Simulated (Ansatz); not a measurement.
Ru: energy change per atom and pressure against volume scale

Results calculated with Ansatz 0.2.0, not measured. Plane-wave DFT, scalar-relativistic PAW made under PBE with cores redone for the functional, no dispersion; the given relaxed cell is scaled uniformly, energy at zero smearing counts from the unscaled cell, pressure at the given Fermi-Dirac smearing is positive in compression.

The cell before it is scaled or strained (space group Fd-3m, No. 227):
```
Ru
1.0
      0.0000     2.7071     2.7071
      2.7071     0.0000     2.7071
      2.7071     2.7071     0.0000
Ru
2
Direct
  0.12500 0.12500 0.12500
  0.87500 0.87500 0.87500
```

Settings of every row: spin polarised no; functional r2SCAN; wave cutoff 500 eV; smearing width 0.1 eV; k mesh 11x11x11.

Atom starting moment: 0 on all atoms.

Limits: the cell comes from a prototype or a list of computed structures and needn't be the stable phase.

| row | volume scale | V (Å³/atom) | energy change per atom (meV) | pressure (GPa) |
| --- | --- | --- | --- | --- |
| 1 | 0.88 | 17.458 | 200.54 | 30.65 |
| 2 | 0.92 | 18.252 | 81.69 | 18.07 |
| 3 | 0.96 | 19.045 | 18.61 | 8.03 |
| 4 | 1.04 | 20.632 | 16.85 | -6.34 |
| 5 | 1.08 | 21.426 | ? | ? |
| 6 | 1.12 | 22.219 | 129.32 | -15.41 |

Question: what energy change per atom and pressure should row 5 give?

Worked fit of energy change per atom. Take u = (V_r/V)^(2/3) − 1 with V_r = 19.045 Å³ an atom, which is twice the finite (Eulerian) strain; such expansions in the strain, on which the Birch-Murnaghan equation of state is built, carry the rest volume and the bulk modulus. The shown rows have u = 0.05972, 0.02876, 0, -0.05196, -0.09766. Least squares give energy change per atom = 19.225 + 1446.14 × u + 26414.7 × u² meV; a straight line predicts inner rows, each left out in turn, worse (root mean square 75 against 1.9 meV). The rows lie off it by 0.74, -0.97, -0.62, 1.45, -0.60 (root mean square 0.93 meV). The withheld row has u = -0.07553, so the fit gives 19.225 + 1446.14 × (-0.07553) + 26414.7 × (-0.07553)² = 60.69 meV.

The calculation gave 61.9 meV. The fit lies 1.21 meV (2 % of the value, 0.66 % of the column's range) below it; its largest miss of a shown row is 1.45 meV.

Worked fit of pressure. Take u = (V_r/V)^(2/3) − 1 with V_r = 19.045 Å³ an atom, which is twice the finite (Eulerian) strain; such expansions in the strain, on which the Birch-Murnaghan equation of state is built, carry the rest volume and the bulk modulus. The shown rows have u = 0.05972, 0.02876, 0, -0.05196, -0.09766. Least squares give pressure = 8.081 + 324.98 × u + 869.8 × u² GPa; a straight line predicts inner rows, each left out in turn, worse (root mean square 2.5 against 0.15 GPa). The rows lie off it by 0.06, -0.08, -0.05, 0.12, -0.05 (root mean square 0.077 GPa). The pressure vanishes at u = -0.0268, or V = 19.84 Å³ an atom, and there the bulk modulus at fixed shape and fractions is B = −V dP/dV = (2/3)(1 + u) dP/du = 181 GPa. The withheld row has u = -0.07553, so the fit gives 8.081 + 324.98 × (-0.07553) + 869.8 × (-0.07553)² = -11.50 GPa.

The calculation gave -11.4 GPa. The fit lies 0.10 GPa (0.22 % of the column's range) below it; its largest miss of a shown row is 0.12 GPa.
